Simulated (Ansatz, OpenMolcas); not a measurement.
**How methods differ on SiNH4O2 (SMILES N[Si](O)O)**

SiNH4O2: 8 atoms, total charge 0, spin state doublet. As SMILES, `N[Si](O)O`. The coordinates come from a PBE0-D4/def2-TZVP relaxation. This is one conformer, not always the lowest.

```xyz
8

N    -0.4980    1.2670    0.1293
Si    0.0960   -0.2436   -0.3760
O     1.6416   -0.2883    0.2026
O    -0.9565   -1.3347    0.2779
H     0.0712    2.0940    0.0651
H    -1.4836    1.4674    0.1105
H     2.2509   -0.8480   -0.2809
H    -1.0294   -2.1710   -0.1842
```

Quantity: the energy change with the N1–H6 bond stretched from 1.006 to 1.157 Å, in eV. The values are calculated.

| level | kind | program | value (eV) |
| --- | --- | --- | --- |
| USVWN5/cc-pVDZ | LDA | Ansatz | 0.29 |
| UM06-L/cc-pVDZ | meta-GGA | OpenMolcas | 0.37 |
| UTPSS/cc-pVDZ | meta-GGA | OpenMolcas | 0.31 |
| UB3LYP/cc-pVDZ | global hybrid | OpenMolcas | 0.34 |
| UPBE0/cc-pVDZ | global hybrid | OpenMolcas | 0.36 |
| UCAM-B3LYP/cc-pVDZ | range-separated hybrid | Ansatz | 0.36 |
| UMP2/cc-pVDZ | perturbation theory | Ansatz | 0.36 |
| UCCSD/cc-pVDZ | coupled cluster or CI | Ansatz | 0.35 |

The first shape isn't each level's own minimum. The values span 0.29 to 0.37 eV.

All levels make the N–H stretch uphill, and most lie close to the coupled-cluster value of 0.35 eV. The clear outlier is LDA at 0.29 eV, followed by TPSS at 0.31 eV, probably because both tend to favour slightly longer, softer X–H bonds. Exact exchange alone does not order the results: M06-L has none, yet gives the highest value, 0.37 eV.

The cost reflects the loss of overlap between the nitrogen hybrid orbital and hydrogen 1s in a strong, polar σ bond. At this extension the bonding pair is still largely intact, so a single reference should suffice, in keeping with the closeness of MP2 and CCSD. The unpaired electron is expected to sit mainly on the tricoordinate silicon, leaving the N–H bond largely a spectator to the radical character. The agreement among the hybrids and wavefunction methods therefore supports their use for moderate N–H displacements here, but it says little about full homolysis, where left–right correlation becomes decisive.
